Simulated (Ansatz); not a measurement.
# SrCuSi: energy above lowest point against volume scale

All results are calculated (Ansatz 0.2.0). Free energy against uniform scaling of the volume at fixed shape and fractions; periodic cell, basis, potentials, k mesh and filling as listed.

The cell before it is scaled or strained (space group P-6m2, No. 187):
```
SrCuSi
1.0
      4.0896     0.0000     0.0000
     -2.0448     3.5417     0.0000
      0.0000     0.0000     4.6679
Sr Si Cu
1 1 1
Direct
  0.00000 0.00000 0.00000
  0.66667 0.33333 0.50000
  0.33333 0.66667 0.50000
```

Settings of every row: functional LDA; dispersion none; potentials PAW; wave cutoff 510 eV; density cutoff 2040 eV; k mesh 8x8x6; k shift 0x0x0; occupations fermi dirac; smearing width 0.05 eV; spin none.

Limits: coarse k mesh, up to 40 meV an atom off; minimum outside the range; the cell comes from a prototype or a list of computed structures and needn't be the stable phase.

| row | volume scale | V (Å³/atom) | energy above lowest point (meV/atom) |
| --- | --- | --- | --- |
| 1 | 0.94 | 21.185 | 0 |
| 2 | 0.96 | 21.635 | 2.4 |
| 3 | 0.98 | 22.086 | 8.5 |
| 4 | 1 | 22.537 | 18.1 |
| 5 | 1.02 | 22.988 | ? |
| 6 | 1.04 | 23.438 | 45.9 |
| 7 | 1.06 | 23.889 | 63.5 |

Question: what energy above lowest point should row 5 give?

Worked fit of energy above lowest point. Take u = (V_r/V)^(2/3) − 1 with V_r = 22.311 Å³ an atom, which is twice the finite (Eulerian) strain; such expansions in the strain, on which the Birch-Murnaghan equation of state is built, carry the rest volume and the bulk modulus. The shown rows have u = 0.03513, 0.02072, 0.00678, -0.0067, -0.03232, -0.04454. Least squares give energy above lowest point = 12.91 − 707 × u + 9651 × u² meV/atom; a straight line predicts inner rows, each left out in turn, worse (root mean square 6 against 0.068 meV/atom). The rows lie off it by 0.0, 0.0, -0.1, 0.0, 0.1, 0.0. The withheld row has u = -0.01973, so the fit gives 12.91 − 707 × (-0.01973) + 9651 × (-0.01973)² = 30.6 meV/atom.

The calculation gave 30.6 meV/atom. The fit meets it to the printed digit.
